**Scaling of the electronic response with bond length**

Stretching a crystal changes its electronic response in two opposing ways. The same electrons are spread over a larger volume, so each cubic ångström holds fewer of them. Each electron, however, is held less stiffly and shifts further in a given electric field. For a stretch of 1% in every length, the first effect costs about 3% and the second, by the argument below, gains about 4%. The response should therefore grow by about 1%.

The gain of 4% comes from the gap between filled and empty states. An electron confined to a bond of length d has a kinetic energy that falls as 1/d², and the average gap is assumed to fall in the same way. An electron bound like a mass on a spring shifts in proportion to the inverse square of its excitation energy, which gives a factor d⁴. The electron density supplies 1/d³, and one power of d remains. Being the difference of four and three, this power is fragile: if the exponent of the gap is off by a tenth, it moves by 0.4. The argument also lets the whole gap scale in this way, including any part that comes from the polarity of the B–N bond.

The quantity that scales is the dielectric constant less one, because the one belongs to empty space. With ε₀ and d₀ taken from the same crystal at one known volume, the rule of thumb is

ε = 1 + (ε₀ − 1) · d/d₀

Ansatz 0.2.0, DFT with the r2SCAN functional, for wurtzite BN (4 atoms per cell) at strains of −4% to +4% in every length, ions relaxed with r2SCAN. Spin-unpolarised plane waves to 500 eV, PAW potentials, 9×9×6 k mesh, fixed occupations. Dielectric constants are from linear response to a uniform field with the atoms held fixed.

| volume (Å³/atom) | c/a | shortest distance (Å) | electronic dielectric xx | electronic dielectric zz |
| --- | --- | --- | --- | --- |
| 5.216 | 1.6540 | 1.499 | 4.317 | 4.449 |
| 5.381 | 1.6541 | 1.515 | 4.337 | 4.474 |
| 5.549 | 1.6540 | 1.530 | 4.359 | 4.502 |
| 5.721 | 1.6540 | 1.545 | 4.383 | 4.532 |
| 5.896 | 1.6541 | 1.561 | 4.409 | 4.565 |
| 6.074 | 1.6540 | 1.576 | 4.438 | 4.601 |
| 6.257 | 1.6541 | 1.591 | 4.469 | 4.640 |
| 6.442 | 1.6540 | 1.606 | 4.503 | 4.683 |
| 6.632 | 1.6540 | 1.622 | 4.540 | 4.729 |

The table tests this rule for wurtzite boron nitride, with the unstrained crystal (volume 5.896 Å³/atom) as the reference. Here d is the shortest distance, xx is the response across the hexagonal axis (yy is equal to it) and zz the response along the axis. All values are for fixed atoms. They describe the crystal at optical frequencies well below the gap; in a slow field the ions move as well and add to the constant.

**Two estimates**

For the most compressed crystal, at 5.216 Å³/atom, the rule gives for xx

ε = 1 + (4.409 − 1) × 1.499/1.561 = 4.27

The calculation gives 4.32, so the estimate is 1% too low. For the most stretched crystal, at 6.632 Å³/atom, the same steps with a distance of 1.622 Å give 4.54, in agreement with the calculation. Neither row entered the rule, whose only inputs are the reference values and the power of d set by the argument.

**What the calculation supports**

The growing response of each atom can be read from the table. Between the two end rows the volume rises by 27%, yet xx less one does not fall but rises by 7%. Multiplied by the volume per atom, it grows by 36%. The easier displacement of the electrons thus outweighs their dilution.

That a shrinking gap causes this is the theoretical part of the argument, and the choice of gap matters. The fundamental gap of these crystals widens by 8% from the smallest to the largest volume, which by itself would suggest a weaker response. It joins states of different crystal momentum, however, and a uniform field mixes only states of the same momentum. The smallest direct gap found in the same calculations narrows by 13%, in the direction the argument needs but short of the 15% that 1/d² asks for. Its power of length, 1.75 instead of 2, would by itself give only about half the rise of the rule. It is one transition among many. The band energies listed for 5.381 and 6.442 Å³/atom show the lowest vertical gap narrowing at each of twenty mesh points, by between 8% and 16%, where 1/d² asks for 11%. The narrowing is thus common to all these points and of about the right size, but these gaps are not weighted by their strength, so the exponent of exactly two remains an assumption.

**Accuracy and range**

Over the eight strained crystals and both directions, the rule has a typical (rms) error of 0.018 in ε, against 0.087 if the constant is assumed not to change at all. These errors are relative to the r2SCAN calculation, not to experiment. The calculation itself states an uncertainty of about one hundredth in each ε. The smooth steps between rows suggest that much of it is common to all rows, but a single miss smaller than this should not be given a meaning of its own. The printed output after this section lists the estimate for every row.

The change in ε is a harder test than its value. On going from the reference to the most compressed crystal, the rule lets xx fall by 0.135, whereas the computed fall is only 0.092. The reason is visible in the steps between rows: the rule is a straight line, while the computed curve steepens with stretching. For xx, each 1% of length adds 0.020 at the compressed end and 0.037 at the stretched end.

This curvature also explains the close agreement for xx in the most stretched crystal. Near the reference the rule is too steep for xx, and the steepening curve catches up with it at the end of the range. Along the axis the slope at the reference is nearly right, and the rule falls slightly short on both sides. The argument uses one average gap for all directions, so it cannot say why xx depends on length more weakly than zz.

In practice, ε less one of wurtzite boron nitride may be changed by 1% for each 1% of length, provided that all lengths scale together and by no more than the 4% covered here. This gives the value of ε to about 1%, but not its slope: between the end rows the computed power of length is about 0.8 for xx and about 1.0 for zz. Whether the same power of d holds for other crystals is not tested by this table. Under compression the rule tends to fall below the calculation: the computed constant lies above the estimate in all four compressed crystals and in both directions, and the miss grows with compression, though three of these eight misses are smaller than the stated uncertainty.

Numerical output:

```
Rule anchored at 5.896, miss is rule less computed, step is computed rise per 1% of length from the row above:
    row    d/d0  rule xx    miss xx  rule zz    miss zz  step xx  step zz
  5.216  0.9603    4.274    -0.0434    4.423    -0.0256      n/a      n/a
  5.381  0.9705    4.309   -0.02846     4.46   -0.01405  0.01996  0.02496
  5.549  0.9801    4.341    -0.0177    4.494  -0.007798  0.02202  0.02802
  5.721  0.9898    4.374  -0.008942    4.528  -0.003541  0.02395  0.02993
  5.896       1    4.409          0    4.565          0  0.02602  0.03302
  6.074    1.01    4.442   0.003758    4.599  -0.001743  0.02911  0.03613
  6.257   1.019    4.475   0.005516    4.634  -0.006486  0.03087  0.03883
  6.442   1.029    4.507   0.004274    4.668   -0.01523  0.03415  0.04319
  6.632   1.039    4.542   0.002215    4.704   -0.02469   0.0369  0.04587
Rise of xx per 1% of length by the rule: 0.03409
Rise of zz per 1% of length by the rule: 0.03565
Computed rise of xx per 1% of length around the anchor: 0.02756
Computed rise of zz per 1% of length around the anchor: 0.03457
Largest miss of the rule for xx: 0.0434
Largest miss of the rule for zz: 0.0256
Largest miss of the rule in % of the dielectric constant, xx: 1.005
Rms miss of the rule, both directions, eight rows without the anchor: 0.01762
Rms miss of assuming no change, same rows: 0.08725
Computed change of xx from anchor to 5.216: -0.092
Change of xx from anchor to 5.216 by the rule: -0.1354
Computed change of xx from anchor to 6.632: 0.131
Estimate of xx at 6.632 from dilution alone: 4.031
Volume ratio, 6.632 over 5.216: 1.271
Ratio of xx less 1, same rows: 1.067
Ratio of (xx less 1) times volume per atom, same rows: 1.357
Power of length followed by xx less 1 between the end rows: 0.8127
Power of length followed by zz less 1 between the end rows: 0.975
Average gap implied by the dielectric constant at 5.896 in eV: 16.44
Power of length followed by that implied gap between the end rows: -1.934
Power of length followed by the smallest direct gap between the end rows: -1.754
Change of the smallest direct gap from 5.216 to 6.632 in %: -13.1
Change of the fundamental gap from 5.216 to 6.632 in %: 8.052
```
